How hard does a crystal of tin monoxide push back when it is squeezed by one or two percent along both in-plane directions, and how much taller does it grow? A thin film meets this situation when a substrate dictates its width but leaves its height free. Two remembered numbers, together with the dimensions of the unstrained cell, are enough for a useful estimate of stress, energy and shape.

SnO (P4/nmm, 8-atom cell with two layers, unstrained a = 3.836 Å, c = 9.518 Å) under equal strain along a and b, with c and the atoms relaxed in the strained rows. Computed with Ansatz 0.2.0: PBE+D3(BJ), scalar-relativistic plane-wave PAW, no spin polarisation, 420 eV cutoff, 10×10×4 k mesh, Gaussian smearing of 0.1 eV. Stress is positive in compression.

| strain (%) | energy change (meV/atom) | volume change (%) | c over a | stress xx (GPa) | stress zz (GPa) |
| --- | --- | --- | --- | --- | --- |
| -2 | 7.8 | -2.72 | 2.5644 | 3.61 | -0.01 |
| -1 | 2.0 | -1.32 | 2.5234 | 1.77 | -0.01 |
| 0 | 0.0 | 0.00 | 2.4812 | 0.05 | 0.02 |
| 1 | 1.7 | 1.35 | 2.4406 | -1.56 | -0.01 |
| 2 | 6.7 | 2.58 | 2.3983 | -3.03 | 0.00 |

The strain counts stretching as positive, while stress is positive in compression. The column stress xx is the push in each of the two in-plane directions, $a$ and $b$. The unstrained row was computed in the starting cell without further relaxation. In the strained rows stress zz, along the height $c$, is practically zero because the crystal was allowed to choose its own height.

That freedom explains the change of shape. Squeezing the plane at fixed height would build up a push along $c$ as well, and the crystal lengthens until this push is gone. In elasticity theory the response is a ratio, $2C_{13}/C_{33}$: the coupling between plane and height, divided by the stiffness of the height itself. A soft $c$ axis alone therefore doesn't guarantee a large response, since the coupling may be weak too.

In SnO the ratio is close to two thirds: for each percent lost in $a$, the crystal gains about 0.67 % in $c$. A height that didn't respond would give zero, and a crystal that kept its volume would give two. SnO thus wins back about a third of the volume that the shrinking area takes away.

The atomic structure suggests where the extra height comes from. Each tin atom sits at the tip of a low pyramid whose base is a square of four oxygen atoms. If the base shrinks while the Sn–O bonds keep their length, the tip must rise and the layer thickens. With perfectly rigid bonds and an unchanged gap between the layers, the geometry gives a response of about 1.3, twice the computed one.

So bond tilting gives the right direction, but something takes back half of its effect. The bonds may shorten, the gap between the layers may close a little, or both may happen. The relaxed positions of the atoms would decide this, and they are not available here.

The second number is the stiffness. The rows at −1 % and +1 % give, on average, 5/3 GPa of in-plane stress for each percent of strain. With the strain $x$ in percent, the rule for stress and volume reads

$$\text{stress xx}\approx-\tfrac{5}{3}x\ \text{GPa},\qquad \text{volume change}\approx\left(2-\tfrac{2}{3}\right)x=\tfrac{4}{3}x\ \%.$$

The ratio $c/a$ changes by $-(1+\tfrac{2}{3})x$ percent, because $a$ and $c$ move in opposite directions. That 5/3 appears here as well as in the stress is a coincidence of units.

The energy needs no further fitted constant, only the volume per atom. The stress grows from zero as the crystal is strained, so its average is half the final value, but two directions do work, and the factors cancel. What remains is volume times final stress times strain.

Take the row at −2 %, which played no part in choosing the two constants. The stress should be $2\times5/3=3.3$ GPa, against 3.61 GPa in the table. For the energy, multiply the volume per atom, 17.5 Å$^3$, by this stress and by 0.02, then divide by 160, since 1 eV/Å$^3$ is 160 GPa. The result is 7.3 meV per atom, where the calculation gives 7.8.

The shape of the same row follows just as quickly. The ratio $c/a$ should rise by 3.3 % from its unstrained value of 2.481, which gives 2.564, as in the table. This ratio belongs to a cell that holds two layers; for a single layer repeat it is half as large, but its percentage change is the same. The volume should fall by 2.7 %, again as computed.

The row at +2 % reverses the signs of stress and shape but leaves the estimated energy at 7.3 meV per atom. Now the rule is too high instead of too low: the calculation gives 6.7 meV per atom, and a pull of 3.03 GPa instead of 3.3. The crystal resists squeezing more than stretching, as is usual for chemical bonds, whose repulsion rises steeply at short distance. A straight line that passes through zero stress at zero strain can't contain this difference.

Over the four strained rows the rule stays within about 10 % of the computed stress and 9 % of the computed energy. The volume change is met to within 0.1 percentage points. Volume and $c/a$ are not separate successes, because once $a$ is set both depend only on $c$. Nor is the energy an independent test, since it is the work done by the same stress.

A third number removes most of the stress error at −2 % and +2 %, and about half of it at −1 % and +1 %: the stress per percent of strain drops by about 3 % for each percent of stretching. The printed analysis after this text takes this softening, and the small stress left in the unstrained row, from the inner three rows. It then meets the stresses at −2 % and +2 % to within 0.03 GPa.

That leftover stress of 0.05 GPa also sets a lower limit to the simple rule. The unstrained cell is not exactly at the energy minimum, and the offset doesn't shrink with the strain. It accounts for roughly 0.4 of the 1.1 meV per atom by which compression to −2 % costs more than stretching to +2 %. For strains of a small fraction of a percent, percentage errors in stress or energy lose their meaning.

The upper limit is the range of the table, 2 % either way. Softening makes the straight line worse as the strain grows, and no row shows how the crystal behaves beyond. The rule also needs equal strain in both in-plane directions and a free height. If the height is clamped, or only one direction is strained, the same constants no longer apply. Both constants also belong to the level of theory used here. The response of the height in particular is expected to depend on how the weak attraction between the layers is described.

The rule should not be stretched to electrical behaviour either. In this PBE calculation the bands overlap in both compressed rows, still overlap very slightly at zero strain and are separated by a gap, as far as the k mesh shows, in both stretched rows. Stress and energy show no visible kink on the way, so the mechanical estimate serves on both sides. But PBE makes gaps too small, and real SnO is a semiconductor, so the strain at which the gap closes here shouldn't be trusted.

Numerical output:

```
In-plane stress per percent strain from the rows at -1 and +1 percent, GPa: 1.665
Percent of c gained per percent of a lost from the same two rows: 0.6682
The same c response from the rows at -2 and +2 percent: 0.6735
Energy of the hand rule at 1 percent strain, meV per atom: 1.821
Hand rule for stress and energy (percent misses set to 0 in the unstrained row):
  row  rule stress GPa  stress miss %  rule energy meV/atom  energy miss %
   -2            3.333         -7.664                 7.285         -6.607
   -1            1.667         -5.838                 1.821         -8.942
    0                0              0                     0              0
    1           -1.667          6.838                 1.821          7.128
    2           -3.333          10.01                 7.285          8.726
Hand rule for shape:
  row  computed change of c %  rule c/a    c/a miss  rule volume change %  volume miss in points
   -2                   1.286     2.564  -0.0004933                -2.667                0.05333
   -1                  0.6838     2.523  -0.0008467                -1.333               -0.01333
    0                       0     2.481           0                     0                      0
    1                 -0.6527      2.44  -0.0007533                 1.333               -0.01667
    2                  -1.408     2.398   0.0001933                 2.667                0.08667
Largest stress miss of the hand rule, percent: 10.01
Largest energy miss of the hand rule, percent: 8.942
Softening of stress per strain for each percent of stretch, percent: 3.303
Refined rule with softening and residual stress:
  row  stress GPa  stress miss GPa  energy meV/atom  energy miss meV/atom  band gap eV
   -2         3.6            -0.01            7.816               0.01645       -0.374
   -1        1.77                0            1.969              -0.03132        -0.19
    0        0.05                0                0                     0        -0.01
    1       -1.56                0             1.67              -0.02999        0.153
    2       -3.06            -0.03            6.738               0.03832          0.3
Energy at -2 percent less energy at +2 percent, meV per atom: 1.1
Part of that difference due to the residual stress of the start, meV per atom: 0.4371
c response if Sn-O bonds and interlayer gap were rigid, percent per percent: 1.336
```
